Does a molecule absorb strongly at its first excited state, or only higher up? For N-silylaniline, a benzene ring carrying an NH–SiH₃ group, a time-dependent density-functional calculation gives eight excited states, and the results for two of them are held back here. The question is what energy and brightness those two should have, judged from the other six.

The eight lowest vertical singlet excitations of N-silylaniline (C6H9NSi, SMILES [SiH3]Nc1ccccc1) in the gas phase, each with its leading orbital pair. They were computed with PySCF 2.14.0 using TDDFT at the CAM-B3LYP/def2-SVPD level, with density fitting and core orbitals frozen in the response, at the GFN2-xTB geometry.

```csv
state,from,to,energy (eV),f,weight of the pair
1,HOMO,LUMO,4.94,0.037,0.86
2,HOMO,LUMO+1,5.47,0.000,0.86
3,HOMO,LUMO+2,?,?,?
4,HOMO,LUMO+3,?,?,?
5,HOMO,LUMO+4,6.38,0.005,0.45
6,HOMO,LUMO+5,6.55,0.000,0.89
7,HOMO,LUMO+6,6.66,0.006,0.50
8,HOMO-1,LUMO,6.81,0.608,0.81
```

Each state is described by its leading orbital pair: an electron leaves the orbital under "from" and enters the one under "to". HOMO is the highest filled orbital and LUMO the lowest empty one. The weight is the share of the state that this pair accounts for. The oscillator strength $f$ measures how strongly the state absorbs light.

The receiving orbital alone does not settle the brightness. States 1 and 8 both put the electron mainly into the LUMO, yet state 8 is about 16 times stronger. The other four known states are nearly dark, with $f$ of at most 0.006. To see where else strength might sit, one has to ask how orbital pairs combine.

Benzene has two highest filled π orbitals of equal energy and two lowest empty ones, written π*. A nitrogen donor splits the filled pair by pushing one of them up, but the four possible ππ* excitations remain related. They form two couples, and within each couple both excitations move charge along the same direction in the ring. Because they share the same space, their moving charges interact, and the excitations mix.

When the two charge movements are in step, they repel each other and the energy rises. Their transition dipoles, which measure how strongly each movement couples to light, then add, and the state is bright. When they are out of step, the energy falls and the dipoles partly cancel. Each couple therefore gives a lower, weaker state and a higher, stronger one.

State 8 looks like the upper member of such a couple. Its lower partner should involve the HOMO and the second π* orbital, and none of the known states below it fits: state 1 belongs to the other couple, and the rest are too weak. This points to state 3 or state 4. The ππ* labels are inferred from the behaviour of benzene derivatives, not read from orbital shapes.

How strong should the partner be? Let $a^2$ be the weight of the leading pair in state 8, and let the whole remainder, $b^2$, belong to the other excitation of the couple. If both excitations have equal dipoles, and since $f$ grows as energy $E$ times dipole squared,

$$\frac{f_\mathrm{low}}{f_\mathrm{high}}=\frac{E_\mathrm{low}}{E_\mathrm{high}}\left(\frac{a-b}{a+b}\right)^2 .$$

With $a^2=0.81$ and $b^2=0.19$, the amplitudes are 0.90 and 0.44, and the squared bracket is 0.12. An energy ratio of 0.85, from the forecast energy below, and the 0.608 of state 8 then give $f\approx0.06$. A minor share of 19% thus removes most of the strength, because dipoles combine by amplitude and not by weight.

That is the limit of full mixing. If none of the remainder belongs to the partner excitation, nothing cancels and $f$ is about 0.52. The true share is unknown, so the forecast is the geometric middle of the two limits.

The energies are bounded more simply. States are numbered by rising energy, so both lie between 5.47 and 6.38 eV. Two levels placed at random in that gap sit on average at one third and two thirds of it, with a spread of 0.21 eV. The same rule places states 6 and 7 between their neighbours to within 0.03 eV, but that gap is only half as wide and the test correspondingly easy.

The forecasts are:

- **State 3:** 5.77 ± 0.21 eV; $f$ 0.18, range 0.06 to 0.52; weight 0.81 ± 0.15, as in state 8.
- **State 4:** 6.08 ± 0.21 eV; $f$ 0.003, at most 0.02; weight 0.68 ± 0.22, as in the nearly dark states.

Which of the two is the bright one is less certain, and I favour state 3, though not strongly. In aniline the second ππ* state lies roughly 1 eV above the first, a recalled figure. That would mean about 5.9 eV here, midway between the two forecasts, so it does not decide. The preference rests on state 2, which may be a Rydberg state, with its electron in a large, diffuse orbital resembling an atomic 3s orbital. If so, a rough hydrogen-like estimate with recalled constants puts a weak 3p-like state near 6.2 eV, closer to the place of state 4.

The withheld rows as computed:

```csv
state,from,to,energy (eV),f,weight of the pair
3,HOMO,LUMO+2,5.62,0.246,0.86
4,HOMO,LUMO+3,6.30,0.001,0.66
```

State 3 is the bright one. Its computed strength of 0.246 is 40% of that of state 8, and the forecast was about a quarter too low. The range spanned a factor of eight, so this hit supports the picture only modestly. Full mixing would have left about 10%, so the cancellation is weaker than in that limit. The fuller output of the run shows one reason: the partner pair, HOMO to LUMO+2, holds only 9% of state 8, about half of the remainder. With that share the formula gives $f\approx0.13$, still only half of the computed strength. The rest of the gap may come from unequal dipoles or from contributions outside the couple, which the weights alone do not separate.

The couple itself is borne out. State 3 in turn contains 10% of the pair HOMO-1 to LUMO, and the transition dipoles of states 3 and 8 point nearly the same way, while that of state 1 lies mostly across them.

The energies show what the placement rule lacks. State 3 came out 0.15 eV lower than forecast, within the bar, while state 4 came out 0.22 eV higher, just outside it. The rule spreads levels evenly because it knows nothing of their character. In the calculation, state 3 lies close above state 2, and state 4 close below state 5. The rough 3p estimate of 6.2 eV comes nearer to the computed 6.30 eV, but this is weak support. The largest share of LUMO+1, about 37%, sits on silicon, so state 2 may not be the plain 3s-like state from which that estimate starts. The character of state 4 remains open.

Both weights fall within their bars, and together with the strengths they carry a lesson. States 1, 2 and 3 all start from the HOMO, and all have a leading weight of 0.86. Yet their strengths are 0.037, 0.000 and 0.246. How purely a state is described by one pair is therefore no guide to its brightness; what counts is the dipole of that pair and whether the small remainder adds to it or opposes it.

For the opening question, this means that the lowest excitation marks only a weak onset of absorption. The first strong one follows 5.62 − 4.94 = 0.68 eV higher. That it is number 3 is less secure: it lies only 0.15 eV above the dark state 2, within the usual error of such calculations, and a diffuse state may also shift with a larger basis. The output below lists the forecasts and each miss.

Printed output of the fit:

```
Forecast energy of state 3 (eV): 5.773
Forecast energy of state 4 (eV): 6.077
Error bar of both energies (eV): 0.2145
Control, state 6 from states 5 and 8, forecast less computed (eV): -0.02667
Control, state 7 from states 5 and 8, forecast less computed (eV): 0.006667
Rough energy of a 3p-like state if state 2 is 3s-like (eV): 6.193
Strength of state 8 over state 1 (ratio): 16.43
Strength of state 3, full mixing limit: 0.06221
Strength of state 3, no mixing limit: 0.5154
Forecast strength of state 3, geometric middle: 0.1791
Forecast strength of state 4: 0.00275
Judged upper limit of the strength of state 4: 0.02
Forecast pair weight of state 3: 0.81
Judged error bar of the pair weight of state 3: 0.15
Forecast pair weight of state 4: 0.675
Error bar of the pair weight of state 4: 0.22
Computed values, withheld rows included:
  row  energy_eV      f  weight
    1       4.94  0.037    0.86
    2       5.47      0    0.86
    3       5.62  0.246    0.86
    4        6.3  0.001    0.66
    5       6.38  0.005    0.45
    6       6.55      0    0.89
    7       6.66  0.006     0.5
    8       6.81  0.608    0.81
State 3 energy, forecast less computed (eV): 0.1533
State 4 energy, forecast less computed (eV): -0.2233
State 3 strength, forecast less computed: -0.06693
State 4 strength, forecast less computed: 0.00175
State 3 pair weight, forecast less computed: -0.05
State 4 pair weight, forecast less computed: 0.015
Brighter withheld state, strength as percentage of state 8 (%): 40.46
```
